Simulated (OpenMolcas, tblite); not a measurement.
## GaNH2F2 (SMILES [NH2][Ga]([F])[F]): methods side by side

GaNH2F2: 6 atoms, total charge 0, spin state singlet. As SMILES, `[NH2][Ga]([F])[F]`. The shape is that of a PBE0-D4/def2-TZVP optimisation.

Each level gives the HOMO–LUMO gap (eV). The values are calculated.

```json
{"level": "GFN2-xTB", "kind": "semi-empirical", "program": "tblite", "value (eV)": "3.31", "CPU time": "under 2 s"}
{"level": "HF/cc-pVDZ", "kind": "Hartree–Fock", "program": "OpenMolcas", "value (eV)": "14.24", "CPU time": "12 s"}
{"level": "SVWN5/cc-pVDZ", "kind": "LDA", "program": "OpenMolcas", "value (eV)": "4.57", "CPU time": "31 s"}
{"level": "PBE/cc-pVDZ", "kind": "GGA", "program": "OpenMolcas", "value (eV)": "4.64", "CPU time": "44 s"}
{"level": "r2SCAN/cc-pVDZ", "kind": "meta-GGA", "program": "OpenMolcas", "value (eV)": "5.34", "CPU time": "59 s"}
{"level": "B3LYP/cc-pVDZ", "kind": "global hybrid", "program": "OpenMolcas", "value (eV)": "6.49", "CPU time": "45 s"}
{"level": "B2PLYP/cc-pVDZ", "kind": "double hybrid", "program": "OpenMolcas", "value (eV)": "9.70", "CPU time": "29 s"}
```

All-electron rows without a relativistic Hamiltonian named are non-relativistic. The values span 3.31 to 14.24 eV. Orbital gaps aren't excitation energies, and those of double hybrids come from the SCF part alone; they tend to grow with the share of exact exchange. CPU times are rough (shared hosts, several kinds of processor): they show what a rung costs within a factor of a few.

The gap barely changes from SVWN5 to PBE (4.57 to 4.64 eV), widens moderately with r2SCAN, and then climbs steeply through B3LYP and B2PLYP to 14.24 eV in Hartree–Fock. This is probably because Hartree–Fock virtual orbitals feel the field of all the electrons, as an added electron would, while semilocal Kohn–Sham virtuals feel the same potential as the occupied orbitals. GFN2-xTB lies below even the LDA value and doesn't belong to this sequence.

Chemically, a clear gap at every level fits formally trivalent gallium with a filled 3d shell and no valence lone pair. The HOMO is probably mainly the nitrogen 2p lone pair, since fluorine holds its own lone pairs more tightly, and the LUMO is probably gallium 4s/4p in character with Ga–ligand antibonding admixture. Donation from nitrogen into the empty gallium 4p orbital would tend to widen the gap, but the polarity of the bonds limits it. The gaps alone don't establish how strongly the molecule acts as a Lewis acid.
